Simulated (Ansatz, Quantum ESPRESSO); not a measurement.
# Smearing function and width in the PBE work function and energy of a five-layer Na(100) slab

Smearing is introduced to make the Brillouin-zone sum of a metal converge, yet on Na(100) it can move the work function by hundreds of meV while the energy per atom moves by only a few meV. The question is which functions and widths keep both quantities steady. It matters wherever computed work functions are used to discuss electron emission or the alignment of levels at a metal contact. The slab is unrelaxed, has five layers and is treated with PBE on an 8×8×1 mesh. All changes are measured against the run with Marzari-Vanderbilt smearing at 0.01 Ry, which is a reference setting and not the exact zero-width limit. A positive ΔΦ means a larger work function.

## Calculations

Metal slabs of 5 layers at the tabulated measured lattice constant, atoms as built and not relaxed. Quantum ESPRESSO 7.5 (pw.x), PBE, SCF threshold 1e-7 Ry, no spin-orbit coupling, open boundaries by the effective screening medium. The smearing is varied; SSSP efficiency pseudopotentials, cutoff 45 Ry, mesh 8×8×1, 5 atoms.

Notes on method and selection:

- mv is Marzari-Vanderbilt, mp Methfessel-Paxton, fd Fermi-Dirac.
- Runs in which the search for lower states was switched off are not listed.
- Runs that did not converge, have known faults or may not be shown are not listed, and runs on Ansatz's PAW sets soft_1 and soft_2 are kept to separate tables.

Columns:

- width (Ry): smearing width.
- ΔΦ (meV): work function less that of the run 'mv smearing, 0.01 Ry'.
- energy change (meV/atom): energy per atom (extrapolated to zero width where the program gives it) less that of the run 'mv smearing, 0.01 Ry'.
- iterations: SCF iterations.

## The series

| member | width (Ry) | ΔΦ (meV) | energy change (meV/atom) | iterations |
| --- | --- | --- | --- | --- |
| fd smearing, 0.002 Ry | 0.002 | −3.4 | 0.70 | 14 |
| mv smearing, 0.01 Ry | 0.010 | 0.0 | 0.00 | 14 |
| gaussian smearing, 0.01 Ry | 0.010 | 21.8 | 0.22 | 14 |
| fd smearing, 0.01 Ry | 0.010 | 75.8 | −0.69 | 16 |
| mv smearing, 0.02 Ry | 0.020 | 12.7 | −1.77 | 14 |
| mp smearing, 0.02 Ry | 0.020 | 25.0 | −0.18 | 14 |
| gaussian smearing, 0.03 Ry | 0.030 | ? | ? | 21 |
| fd smearing, 0.03 Ry | 0.030 | 366.0 | −3.64 | 15 |
| mv smearing, 0.04 Ry | 0.040 | 67.6 | −5.08 | 18 |

Cells marked ? are withheld until the estimate has been made.

## Interpretation

At a common width of 0.01 Ry the function alone matters: ΔΦ is 0.0 meV for Marzari-Vanderbilt, 21.8 meV for Gaussian and 75.8 meV for Fermi-Dirac smearing. The order follows from the shape of the broadening. Fermi-Dirac occupations have long tails and a large second moment, the Gaussian has a smaller one, and in the Marzari-Vanderbilt and Methfessel-Paxton forms the second moment vanishes by construction, which removes the leading error in the width.

For both Fermi-Dirac and Marzari-Vanderbilt smearing the work function rises with width. For Fermi-Dirac smearing the mean slope from 0.01 to 0.03 Ry is (366.0 − 75.8) / 20 = 14.5 meV per mRy. For Marzari-Vanderbilt smearing from 0.01 to 0.04 Ry it is 67.6 / 30 = 2.3 meV per mRy.

Two effects can produce the positive sign. Electrons promoted to higher states spill further into the vacuum and strengthen the surface dipole, and the Fermi level falls to conserve charge where the density of states rises with energy. The 366.0 meV of the widest Fermi-Dirac run should be used with care in any interpolation, because that run also has a clearly larger residual field at the cell edges and is the only one in which the forces on the outermost atoms reverse sign.

The energy behaves differently. It falls with width for both functions, but the widest Fermi-Dirac run changes it by only −3.64 meV/atom, less than the −5.08 meV/atom of Marzari-Vanderbilt smearing at 0.04 Ry, although its ΔΦ is 366.0 / 67.6 = 5.4 times as large. Extrapolation to zero width corrects the energy but leaves the smeared density, and hence the work function, as it is. A steady energy is therefore no evidence of a converged work function.

## Estimating the withheld member

Plain estimates from the members shown:

- gaussian smearing, 0.03 Ry, mean of the 8 members shown: 70.7 meV, standard deviation 115

The mean of the shown members, 70.7 meV with a standard deviation of 115 meV, mixes functions and widths and deserves little trust. A better route matches the Gaussian to the Fermi-Dirac width with the same second moment. The second moments are σ²/2 for the Gaussian and π²σ²/3 for Fermi-Dirac, so the Gaussian width is divided by π√(2/3) = 3.142 × 0.8165 = 2.57.

A Gaussian width of 0.03 Ry then corresponds to a Fermi-Dirac width of 0.03 / 2.57 = 0.0117 Ry. Linear interpolation between the Fermi-Dirac rows at 0.01 and 0.03 Ry gives 75.8 + 1.7 × 14.5 = 100 meV. The doubtful widest run enters with a weight of only 1.7 / 20 = 0.085, so an error of 100 meV in it would move the estimate by about 9 meV.

The same route can be tried on the Gaussian row at 0.01 Ry, which corresponds to 0.01 / 2.57 = 0.0039 Ry. This lies 3.9 − 2.0 = 1.9 mRy above the narrowest Fermi-Dirac run, and interpolation between the two narrower Fermi-Dirac rows gives −3.4 + 1.9 × 79.2 / 8 = 15.4 meV, against 21.8 meV in the table. The miss of 21.8 − 15.4 = 6.4 meV is 25% of the actual rise of 25.2 meV above the narrowest Fermi-Dirac run. Applied to the predicted rise of about 103 meV, the same fraction gives an error of 26 meV. With a single test behind it, this error bar is itself rough.

**Committed estimate, gaussian smearing, 0.03 Ry: ΔΦ = 100 ± 26 meV.**

## The withheld result

| member | width (Ry) | ΔΦ (meV) | energy change (meV/atom) | iterations |
| --- | --- | --- | --- | --- |
| gaussian smearing, 0.03 Ry | 0.030 | 98.2 | −1.11 | 21 |

| member | estimate | ΔΦ (meV) | computed | estimate − computed | miss in error bars |
| --- | --- | --- | --- | --- | --- |
| gaussian smearing, 0.03 Ry | committed | 100.0 | 98.2 | +1.8 | 0.1 |
| gaussian smearing, 0.03 Ry | mean | 70.7 | 98.2 | −27.5 |  |

The estimate of 100 ± 26 meV lies 1.8 meV above the computed 98.2 meV, well inside its error bar. The mean of the other members was 27.5 meV too low.

Matching the second moments of the two broadenings held. It placed the Gaussian run just beyond the Fermi-Dirac run at 0.01 Ry, with a predicted further rise of about 25 meV against a computed 98.2 − 75.8 = 22.4 meV. The energy follows the same matching only roughly, since the extrapolation already removes its leading dependence on the second moment: interpolation at the equivalent Fermi-Dirac width gives −0.69 − 1.7 × 2.95 / 20 = −0.94 meV/atom, against −1.11 meV/atom computed.

The result supports the view that the effective breadth of the occupation function, not its nominal width, sets the shift for these two functions. It does not divide the rise in work function between greater spill-out of electrons and a lower Fermi level inside the slab, since both grow with that breadth.

## Residuals

Fermi-Dirac smearing at 0.03 Ry stands far above the rest in work function, 366.0 − 98.2 = 267.8 meV above the Gaussian run of the same nominal width. Its second moment equals that of a Gaussian of 0.03 × 2.57 = 0.077 Ry, so it is by far the broadest occupation in the series. The long tail also places a little charge in states above the vacuum level, which probably accounts for the larger field at the cell edges. Since the atoms are held fixed, the reversed forces are a consequence of the electronic response and not a cause of the shift. The residual field, by contrast, makes the vacuum level of this run less well defined.

In energy the extreme member is Marzari-Vanderbilt smearing at 0.04 Ry, at −5.08 meV/atom. A possible cause is the asymmetry of this function, which leaves a third-order error that the symmetric Methfessel-Paxton form lacks. At 0.02 Ry the two differ in the same direction, with −1.77 against −0.18 meV/atom.

## Conclusions

For this slab and mesh, five settings keep the work function within 25 meV and the energy within 1.77 meV/atom of the reference: Marzari-Vanderbilt at 0.01 and 0.02 Ry, Methfessel-Paxton at 0.02 Ry, Gaussian at 0.01 Ry and Fermi-Dirac at 0.002 Ry.

A Gaussian run between 0.01 and 0.03 Ry can be estimated from the Fermi-Dirac rows by dividing its width by 2.57; the two tests missed by 6.4 and 1.8 meV.

A Fermi-Dirac width is also an electronic temperature, with 0.01 Ry equal to roughly 1600 K. The narrowest run is thus near room temperature, while the widest, at roughly 4700 K, describes no solid sodium surface.

No omitted effect is expected to exceed the full spread of 366.0 + 3.4 = 369.4 meV. Without the widest Fermi-Dirac run the spread is 98.2 + 3.4 = 101.6 meV, and the finite thickness of five layers could shift the work function by a comparable amount, roughly 0.1 eV in either direction.
